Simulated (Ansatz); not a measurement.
# A series in volume scale on MgCd3

All results are calculated (Ansatz 0.2.0). Free energy against uniform scaling of the volume at fixed shape and fractions; periodic cell, basis, potentials, k mesh and filling as listed.

The cell before it is scaled or strained (space group P-6m2, No. 187):
```
cell vectors (Å)
   3.1346     0.0000     0.0000
  -1.5673     2.7146     0.0000
   0.0000     0.0000    10.0384
atoms (fractions of the cell vectors)
Mg  0.00000  0.00000  0.50000
Cd  0.00000  0.00000  0.00000
Cd  0.66667  0.33333  0.74779
Cd  0.66667  0.33333  0.25221
```

Settings of every row: functional PBEsol; dispersion none; potentials PAW; wave cutoff 420 eV; density cutoff 1680 eV; k mesh 8x8x3; k shift 0x0x0; occupations fermi dirac; smearing width 0.05 eV; spin none.

Limits: coarse k mesh, up to 40 meV an atom off; the cell comes from a prototype or a list of computed structures and needn't be the stable phase.

| row | volume scale | V (Å³/atom) | energy above lowest point (meV/atom) |
| --- | --- | --- | --- |
| 1 | 0.9 | 19.219 | 25.4 |
| 2 | 0.925 | 19.753 | 10.7 |
| 3 | 0.95 | 20.287 | 2.6 |
| 4 | 0.975 | 20.821 | 0 |
| 5 | 1 | 21.355 | 2.1 |
| 6 | 1.025 | 21.889 | 8.3 |
| 7 | 1.05 | 22.422 | 17.8 |
| 8 | 1.075 | 22.956 | 30.1 |
| 9 | 1.1 | 23.49 | ? |

Question: what energy above lowest point should row 9 give?

Worked fit of energy above lowest point. Take u = (V_r/V)^(2/3) − 1 with V_r = 21.088 Å³ an atom, which is twice the finite (Eulerian) strain; such expansions in the strain, on which the Birch-Murnaghan equation of state is built, carry the rest volume and the bulk modulus. The shown rows have u = 0.06382, 0.04456, 0.02615, 0.00853, -0.00835, -0.02455, -0.04007, -0.05501. Least squares give energy above lowest point = 0.53 − 128.8 × u + 7754 × u² + 5791 × u³ meV/atom; a parabola predicts inner rows, each left out in turn, worse (root mean square 0.3 against 0.041 meV/atom). All shown rows lie on it to the printed digit. Its lowest point lies at u = 0.0082, or V = 20.83 Å³ an atom, and the curvature there gives the bulk modulus at fixed shape and fractions, B = (4/9)(1 + u)² E″(u)/V = 54.9 GPa. Letting shape and atoms relax would as a rule lower it, by much in layered, chain or molecular crystals. The withheld row has u = -0.06939, so the fit gives 0.53 − 128.8 × (-0.06939) + 7754 × (-0.06939)² + 5791 × (-0.06939)³ = 44.9 meV/atom.

The calculation gave 44.8 meV/atom. The fit lies 0.1 meV/atom (0.22 % of the column's range) above it, one unit of the last digit. This row lies beyond the range of the fit.
